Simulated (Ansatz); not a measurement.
# Exchange couplings and ordering temperature of cubic KMnF3 under isotropic strain from −4 % to +4 % (PBEsol+U, U = 4 eV on Mn)

Calculated here are the Mn–Mn exchange couplings $J$ of cubic antiferromagnetic KMnF3 and the ordering temperatures that follow from them, at seven isotropic strains. Strain is counted from the measured cell, which need not be the cell of lowest energy in PBEsol. A negative $J$ favours opposed moments. The question is how fast the couplings and the temperature change with the Mn–Mn distance. The answer matters for magnetic insulators under pressure, and equally for any calculation in which the functional picks the lattice constant, because an error in length passes into the ordering temperature. In this structure every atom sits on a site fixed by symmetry, so as long as the crystal stays cubic, scaling the cell leaves no internal positions to relax.

## How the numbers were made

One crystal, KMnF3 (cubic perovskite, Pm-3m), in a magnetic cell of 10 atom(s), 2 counted as magnetic (Mn), from measured cells of the Crystallography Open Database; atoms are fixed and move with the cell. Ansatz 0.2.0, plane waves with the earlier PAW datasets of its set soft_1, cutoff 420 eV, collinear spins without spin-orbit coupling, Fermi-Dirac smearing of 0.05 eV. The k mesh is 3×6×6 and the sums for the couplings run over 3×6×6. Functional: PBEsol with Dudarev U (eV) Mn 4. Every run keeps the antiferromagnetic pattern of signs of the first run. The couplings are taken at constrained moments: the directions are held and the rest of the density and field relaxes in linear response. Runs that did not converge or carry a known fault are not listed.

Notes on method and selection:

- J is defined by E = -sum over ordered pairs (each pair twice) of J e_i.e_j with unit vectors e, a classical Heisenberg model without biquadratic or multi-spin terms, so J > 0 favours parallel moments and the moment's size is inside J.
- All temperatures are for classical unit spins; for spin S a quantum mean-field treatment is higher by (S+1)/S. Mean field neglects fluctuations and lies above the Tyablikov (random-phase) and Monte Carlo values.
- The pattern of moments is the lowest of a few collinear orders tried at the unstrained cell only, and need not be the true ground state there or under strain; spin-orbit coupling is left out.
- The mean-field temperature is left blank where it belongs to another wavevector than in the first run.
- Ansatz's own search for a lower self-consistent state was switched off in these runs, so a run may rest in a state that is not the lowest for its pattern of moments.
- In insulators under a U, antiferromagnetic superexchange from these couplings can differ by one to four tenths from that of total energies at the same settings (constrained couplings mostly lie weaker), so a match with experiment does not fix U.
- The shells shown are the strongest of the first run whose pairs agree within a shell.
- For crystals with 4f or 5f elements only couplings at constrained moments are used, since rigid ones can be several times too large.
- Runs that did not converge, have known faults or may not be shown are not listed, and runs on Ansatz's PAW sets soft_1 and soft_2 are kept to separate tables.

Columns:

- strain (%): isotropic strain (all lengths scaled alike), change of length against the unstrained cell.
- moment (μB): largest spin moment inside an atomic sphere.
- pair length (Å): mean length of the pairs that lie 4.19 Å apart in the first cell.
- gap on mesh (eV): band gap on the run's k mesh by the count of bands (negative: bands overlap, a metal).
- Tyablikov T (K): Tyablikov (random-phase) ordering temperature from the same couplings.
- J at 4.19 Å, opposed (meV): mean J of the Mn–Mn pairs of opposed moments that lie 4.19 Å apart in the first cell (6 such neighbours an atom).
- J at 5.92 Å (meV): mean J of the Mn–Mn pairs of parallel moments that lie 5.92 Å apart in the first cell (12 such neighbours an atom).
- mean-field T (K): mean-field ordering temperature, 2/(3 kB) times the largest J(q) over wavevectors and sublattice modes.

## Computed values

| member | strain (%) | moment (μB) | pair length (Å) | gap on mesh (eV) | Tyablikov T (K) | J at 4.19 Å, opposed (meV) | J at 5.92 Å (meV) | mean-field T (K) | remark |
| --- | --- | --- | --- | --- | --- | --- | --- | --- | --- |
| −4 % | −4 | 4.07 | 4.022 | 3.87 | 144.4 | −4.77 | −0.0368 | 219 |  |
| −2 % | −2 | 4.13 | 4.106 | 3.91 | 104.1 | −3.46 | −0.0315 | 158 |  |
| −1 % | −1 | 4.16 | 4.147 | 3.94 | 89.4 | −2.99 | −0.0294 | 136 |  |
| +0 % | 0 | 4.19 | 4.189 | 3.96 | 76.1 | −2.55 | −0.0274 | 116 |  |
| +1 % | 1 | 4.21 | 4.231 | 3.99 | 64.1 | −2.16 | −0.0260 | 98 |  |
| +2 % | 2 | 4.24 | 4.273 | 4.01 | 49.2 | −1.68 | −0.0247 | 76 |  |
| +4 % | 4 | 4.29 | 4.357 | 4.05 | 33.3 | −1.15 | −0.0217 | 51 | sums not fully converged in the empty bands |

## Reading the trend

Compression strengthens the antiferromagnetism and expansion weakens it, without a reversal in any row. From −4 % to +4 % the nearest-neighbour coupling falls in size from 4.77 to 1.15 meV, a factor of 4.77 / 1.15 = 4.1, and the Tyablikov temperature falls from 144.4 to 33.3 K. The real-space grid is not the same in all runs: the rows from −2 % to +1 % share one, the −4 % row has fewer points, and the +2 % and +4 % rows share one with more points. The whole fall therefore spans two changes of grid. Around the unstrained cell, on a single grid, the slope is (64.1 − 89.4) / 2 = −12.7 K per percent of length.

The accepted cause is superexchange through the fluoride ion between two Mn neighbours; the runs do not separate it from other contributions, but its expected distance dependence can be tested. Mn²⁺ has five d electrons of one spin, so an electron can hop virtually to a neighbour only if that neighbour's moment is opposed. The energy gained scales as $t_{pd}^4$, where $t_{pd}$ is the Mn–F hopping. Since $t_{pd}$ falls roughly as the inverse 3.5th power of distance, $|J|$ should fall roughly as the inverse 14th power.

The rows from −4 % to +1 % give a similar exponent: ln(4.77 / 2.16) / ln(4.231 / 4.022) = 15.6. The rows from −2 % to +1 %, which share a grid, give nearly the same value. Anchored at the unstrained cell, the rule is

$$|J| = 2.55\,(4.189/d)^{15.6}\ \text{meV},\quad d\ \text{in Å}.$$

It meets the rows up to +1 % within about 0.04 meV, but is too strong by roughly 0.2 meV at both +2 % and +4 %. The close fit does not establish a single power: on the shared grid the fall steepens from step to step, and the agreement at −4 % may owe something to the different grid there. Its mean miss over all seven rows is 0.07 meV, against a mean deviation of 0.91 meV about their average.

Two other columns offer no likely alternative as the main cause. The moment grows on expansion, from 4.07 to 4.29 μB, as the Mn–F bonds become less covalent; larger moments would not by themselves weaken the coupling. The gap widens only by a factor of 4.05 / 3.87 = 1.05, so if the energy denominators of superexchange move similarly, they account for little of the fourfold change.

## Departures from the trend

The step from +1 % to +2 % is out of line. Per percent of length, $|J|$ shrinks by a factor between 3.46 / 2.99 = 1.16 and 2.55 / 2.16 = 1.18 in the rows up to +1 %, then by 2.16 / 1.68 = 1.29, and from +2 % to +4 % by roughly 1.2. Moment, gap and second-shell coupling all pass smoothly through this region, which speaks against a change of electronic state. A small numerical jump is more likely. The real-space grid changes at just this step, which makes it the first suspect, though no cell is listed on both grids to settle the matter. The plane-wave set also changes with the cell at fixed cutoff, but it does so at every step.

The +4 % row lies farthest below the power law and carries a remark on its sums over empty bands. The weight of the highest empty bands grows steadily with expansion, so it may bend the trend, but it would not by itself produce a kink at one strain.

Apart from the jump, the fall from +2 % to +4 %, again on one grid, is steeper than the power law gives. A physical contribution to this steepening is also possible. A weak ferromagnetic part of $J$ that decays slowly with distance would cancel a growing share of the superexchange and make the net coupling fall faster in stretched cells. Even the exponent of the rows up to +1 % is steeper than the rough tenth power usually found for antiferromagnetic insulators under pressure.

## Short exercises

**What compression would bring the Tyablikov temperature to 120 K?**
The target lies between the rows at −2 % (104.1 K) and −4 % (144.4 K). Linear interpolation gives (120 − 104.1) / (144.4 − 104.1) = 0.39 of the interval, or 0.39 × 2 = 0.8 % beyond −2 %. The strain needed is about −2 − 0.8 = −2.8 %. The two rows were computed on different real-space grids, so part of their difference may be numerical, and the answer is better read as roughly −3 %.

**How much does a lattice constant that is wrong by 1 % matter?**
If the cell is 1 % too small, the Tyablikov temperature rises by a factor of 89.4 / 76.1 = 1.17. If it is 1 % too large, the factor is 64.1 / 76.1 = 0.84. An error of half a percent therefore shifts the temperature by about 8 %, so two functionals should be compared at the same cell before their couplings are judged.

**Are two shells of neighbours enough for the mean-field temperature?**
In this order the six nearest neighbours are opposed and the twelve next ones parallel, so

$$T_{\rm MF} = \frac{2}{3k_{\rm B}}\,(6|J_1| - 12|J_2|),\quad k_{\rm B} = 0.0862\ \text{meV/K}.$$

For the unstrained cell the bracket is 6 × 2.55 − 12 × 0.0274 = 14.97 meV, which gives 2 × 14.97 / (3 × 0.0862) = 116 K, as tabulated. At −4 % the same sum gives 2 × (6 × 4.77 − 12 × 0.0368) / (3 × 0.0862) = 218 K against 219 K. Two shells suffice, and in the unstrained cell the second takes away only a fraction 12 × 0.0274 / (6 × 2.55) = 0.02 of what the first gives.

## Conclusions and limits

Between −2 % and +1 %, where the runs share one real-space grid, each percent of added length weakens the nearest-neighbour coupling by about one seventh, and the ordering temperature follows. The −4 % row continues this trend, but on another grid. For larger expansion the fall is steeper, but its exact rate is less certain, because the grid changes between +1 % and +2 % and the +4 % row carries a remark on its sums.

The absolute temperatures are less secure than the trend. They are for classical spins; for $S = 5/2$ the quantum mean-field value is higher by a factor of 3.5 / 2.5 = 1.4. If the change of grid causes the extra fall at +2 %, the couplings carry a numerical uncertainty of about a factor 1.29 / 1.18 = 1.09. Total energies of the collinear orders tried at the unstrained cell give a nearest-neighbour coupling close to the tabulated one and slightly weaker, so the larger gap often found between the two methods does not appear there; the other strains were not compared in this way. A larger U would weaken superexchange. The real crystal also leaves the cubic phase on cooling, before it orders magnetically, through tilts of the MnF₆ octahedra. The bent Mn–F–Mn bridges should lower the ordering temperature relative to the straight ones used here. Experiment is not compared here.
